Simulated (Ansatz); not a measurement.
## Co: pressure and energy change per atom as volume scale varies

Results calculated with Ansatz 0.2.0, not measured. Plane-wave DFT, scalar-relativistic PAW made under PBE with cores redone for the functional, no dispersion; the given relaxed cell is scaled uniformly, energy at zero smearing counts from the unscaled cell, pressure at the given Fermi-Dirac smearing is positive in compression.

The cell before it is scaled or strained (space group P6_3/mmc, No. 194):
```
Co
1.0
      2.5336     0.0000     0.0000
     -1.2668     2.1942     0.0000
      0.0000     0.0000     8.1936
Co
4
Direct
  0.00000 1.00000 1.00000
  0.00000 0.00000 0.50000
  0.33333 0.66667 0.25000
  0.66667 0.33333 0.75000
```

Settings of every row: spin polarised yes; functional BLYP; wave cutoff 420 eV; smearing width 0.05 eV; k mesh 16x16x5.

Atom:
```csv
element,starting moment (Bohr magneton)
Co,1.7
Co,1.7
Co,1.72
Co,1.72
```

Limits: search for a lower magnetic state is off; the cell comes from a prototype or a list of computed structures and needn't be the stable phase.

```csv
row,volume scale,V (Å³/atom),pressure (GPa),energy change per atom (meV),largest site moment (Bohr magneton)
1,0.88,10.021,32.05,118.1,1.61
2,0.92,10.477,18.59,46.96,1.64
3,0.96,10.932,7.95,10.13,1.67
4,1.04,11.843,-6.69,10.34,1.75
5,1.08,12.299,?,?,?
6,1.12,12.754,-15.94,76.69,1.81
```

Question: what pressure and energy change per atom should row 5 give?

Worked fit of pressure. Take u = (V_r/V)^(2/3) − 1 with V_r = 10.932 Å³ an atom, which is twice the finite (Eulerian) strain; such expansions in the strain, on which the Birch-Murnaghan equation of state is built, carry the rest volume and the bulk modulus. The shown rows have u = 0.05972, 0.02875, 0, -0.05196, -0.09766. Least squares give pressure = 8.104 + 340.66 × u + 978.5 × u² GPa; a straight line predicts inner rows, each left out in turn, worse (root mean square 2.8 against 0.34 GPa). The rows lie off it by 0.11, -0.12, -0.15, 0.26, -0.11 (root mean square 0.16 GPa). The withheld row has u = -0.07554, so the fit gives 8.104 + 340.66 × (-0.07554) + 978.5 × (-0.07554)² = -12.05 GPa.

The calculation gave -11.81 GPa. The fit lies 0.24 GPa (2 % of the value, 0.5 % of the column's range) below it; its largest miss of a shown row is 0.26 GPa.

Worked fit of energy change per atom. Take u = (V_r/V)^(2/3) − 1 with V_r = 10.932 Å³ an atom, which is twice the finite (Eulerian) strain; such expansions in the strain, on which the Birch-Murnaghan equation of state is built, carry the rest volume and the bulk modulus. The shown rows have u = 0.05972, 0.02875, 0, -0.05196, -0.09766. Least squares give energy change per atom = 10.672 + 849.18 × u + 15681.3 × u² meV; a straight line predicts inner rows, each left out in turn, worse (root mean square 44 against 1.9 meV). The rows lie off it by 0.79, -1.09, -0.54, 1.45, -0.61 (root mean square 0.96 meV). The withheld row has u = -0.07554, so the fit gives 10.672 + 849.18 × (-0.07554) + 15681.3 × (-0.07554)² = 36.01 meV.

The calculation gave 36.97 meV. The fit lies 0.96 meV (2.6 % of the value, 0.89 % of the column's range) below it; its largest miss of a shown row is 1.45 meV.

The other values of row 5: largest site moment 1.78 Bohr magneton.
